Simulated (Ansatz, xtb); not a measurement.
Relative energy of two structures of GeH2N2

We compare I, `N[N+]#[Ge-]`, a singlet, with II, a singlet given by its coordinates. Both are isolated molecules in the gas phase, relaxed with PBE0-D4/def2-TZVP.

I (Å):

```yaml
atoms:
  - { symbol: Ge, position_ang: [-0.7250, 0.0086, -1.1399] }
  - { symbol: N, position_ang: [-3.1216, 1.6627, -0.4174] }
  - { symbol: N, position_ang: [-2.0686, 0.8810, -0.6994] }
  - { symbol: H, position_ang: [-4.0018, 1.2085, -0.6348] }
  - { symbol: H, position_ang: [-3.1172, 1.9734, 0.5479] }
```

II (Å):

```yaml
atoms:
  - { symbol: Ge, position_ang: [-1.3744, 0.3259, -0.7297] }
  - { symbol: N, position_ang: [-2.8559, 1.3736, -1.1696] }
  - { symbol: N, position_ang: [-2.7054, 1.1426, 0.2938] }
  - { symbol: H, position_ang: [-3.6787, 0.8571, -1.4686] }
  - { symbol: H, position_ang: [-2.4471, 2.0331, 0.7099] }
```

Close contacts (Å): Ge1–N2 1.87, Ge1–N3 1.87, N2–N3 1.49, N2–H4 1.02, N3–H5 1.02.

Energies in hartree; the thermal terms are from PBE0-D4/def2-TZVP harmonic frequencies (ideal gas, rigid rotor, one conformer each, 298.15 K, 1 atm) and include the zero-point energy:

|  | I | II |
| --- | --- | --- |
| E, CCSD(T)/def2-TZVPP | −2186.090645 | −2186.077132 |
| zero-point energy | 0.030395 | 0.029718 |
| H(298 K) − E | 0.035387 | 0.034162 |
| G(298 K) − E | 0.004101 | 0.004052 |

Problem. Work out ΔE, ΔE₀, ΔH and ΔG for I → II in kJ/mol (1 Eh = 2625.50 kJ/mol) and the equilibrium ratio [II]/[I].

Solution. 1. ΔE = −2186.077132 − (−2186.090645) = +0.013513 Eh = +35.48 kJ/mol.
2. ΔE₀ = ΔE + ΔZPE = +0.013513 + (−0.000677) Eh = +33.70 kJ/mol.
3. ΔH = ΔE + (−0.001225) Eh = +32.26 kJ/mol.
4. ΔG = ΔE + (−0.000049) Eh = +35.35 kJ/mol, so ΔS = (ΔH − ΔG)/T = −10.4 J/(mol K).
5. kT = 0.9442 mEh, so K = [II]/[I] = exp(−ΔG/kT) = exp(−14.26) ≈ 6.4 × 10^−7.

Structure I is favoured at this temperature. An error of 4 kJ/mol in ΔG would change K by a factor of 5. HF/STO-3G gave ΔE the other sign. Mirror images and further conformers aren't counted.

Other levels gave ΔE = +4.5 (GFN2-xTB); −12.7 (HF/STO-3G, GFN2-xTB geometries); +53.7 (r2SCAN-D4/def2-SVP, GFN2-xTB geometries); +32.8 (PBE0-D4/def2-TZVP); +20.8 (HF/def2-TZVPP); +50.4 (MP2/def2-TZVPP) kJ/mol. The correlated steps freeze 11 core orbitals; the filled d shell of Ge is correlated, in a basis made for valence electrons. Programs: Ansatz 0.2.0, xtb 6.7.1.

The open chain H2N–N≡Ge lies below the three-membered ring, a cyclic germylene with two Ge–N single bonds and an N–N single bond. Both isomers keep two N–H bonds and formally divalent germanium, so the preference probably reflects what closing the ring costs. The short, multiply bonded Ge–N contact of the nearly linear chain is exchanged for a second Ge–N σ bond, at the price of angle strain and repulsion between lone pairs on adjacent nitrogens. Donation from nitrogen into the empty p orbital on germanium can offset only part of this.

ΔG stays close to ΔE because the ring's smaller zero-point and thermal enthalpy terms are almost cancelled by its lower entropy, as expected when a floppy chain becomes a compact ring. Hartree–Fock in the larger basis already favours the chain, and correlation widens the gap, possibly because the compact Ge–N π bonding gains more from it. The ratio describes equilibrium between these two isomers only; without a ring-opening barrier, it doesn't show whether the ring could persist once formed.
